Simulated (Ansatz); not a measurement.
## A series in volume scale on Ru

Free energy against uniform scaling of the volume at fixed shape and fractions; periodic cell, basis, potentials, k mesh and filling as listed. The results are calculated, by Ansatz 0.2.0.

The cell before it is scaled or strained (space group P6_3/mmc, No. 194):
```
CELL_PARAMETERS angstrom
2.70580 0.00000 0.00000
-1.35290 2.34330 0.00000
0.00000 0.00000 4.28190
ATOMIC_POSITIONS crystal
Ru 0.33333 0.66667 0.25000
Ru 0.66667 0.33333 0.75000
```

Settings of every row: functional PBE; dispersion none; potentials PAW; wave cutoff 500 eV; density cutoff 2000 eV; k mesh 12x12x7; k shift 0x0x0; occupations fermi dirac; smearing width 0.05 eV; spin none.

Limits: coarse k mesh, up to 40 meV an atom off.

```csv
row,volume scale,V (Å³/atom),energy above lowest point (meV/atom),pressure (GPa)
1,0.88,11.946,304.5,62.07
2,0.92,12.489,135.9,38.3
3,0.96,13.032,?,?
4,1,13.575,0,4.39
5,1.04,14.118,6.1,-7.52
6,1.08,14.661,48.2,-16.95
7,1.12,15.204,118.7,-24.38
```

Question: what energy above lowest point and pressure should row 3 give?

Worked fit of energy above lowest point. Take u = (V_r/V)^(2/3) − 1 with V_r = 13.846 Å³ an atom, which is twice the finite (Eulerian) strain; such expansions in the strain, on which the Birch-Murnaghan equation of state is built, carry the rest volume and the bulk modulus. The shown rows have u = 0.1034, 0.07118, 0.01326, -0.01289, -0.03741, -0.06047. Least squares give energy above lowest point = −1.95 − 243.57 × u + 29732.1 × u² + 12461 × u³ meV/atom; a parabola predicts inner rows, each left out in turn, worse (root mean square 2.1 against 0.18 meV/atom). The rows lie off it by 0.0, 0.1, -0.1, 0.0, 0.1, 0.0. Its lowest point lies at u = 0.0041, or V = 13.76 Å³ an atom, and the curvature there gives the bulk modulus at fixed shape and fractions, B = (4/9)(1 + u)² E″(u)/V = 312 GPa. Letting shape and atoms relax would as a rule lower it, by much in layered, chain or molecular crystals. The withheld row has u = 0.04122, so the fit gives −1.95 − 243.57 × (0.04122) + 29732.1 × (0.04122)² + 12461 × (0.04122)³ = 39.4 meV/atom.

The calculation gave 39.4 meV/atom. The fit meets it to the printed digit.

Worked fit of pressure. Take u = (V_r/V)^(2/3) − 1 with V_r = 13.846 Å³ an atom, which is twice the finite (Eulerian) strain; such expansions in the strain, on which the Birch-Murnaghan equation of state is built, carry the rest volume and the bulk modulus. The shown rows have u = 0.1034, 0.07118, 0.01326, -0.01289, -0.03741, -0.06047. Least squares give pressure = −1.897 + 454.912 × u + 1451.64 × u² + 1275 × u³ GPa; a parabola predicts inner rows, each left out in turn, worse (root mean square 0.22 against 0.006 GPa). All shown rows lie on it to the printed digit. The pressure vanishes at u = 0.0041, or V = 13.76 Å³ an atom, and there the bulk modulus at fixed shape and fractions is B = −V dP/dV = (2/3)(1 + u) dP/du = 313 GPa. Letting shape and atoms relax would as a rule lower it, by much in layered, chain or molecular crystals. The withheld row has u = 0.04122, so the fit gives −1.897 + 454.912 × (0.04122) + 1451.64 × (0.04122)² + 1275 × (0.04122)³ = 19.41 GPa.

The calculation gave 19.41 GPa. The fit meets it to the printed digit.
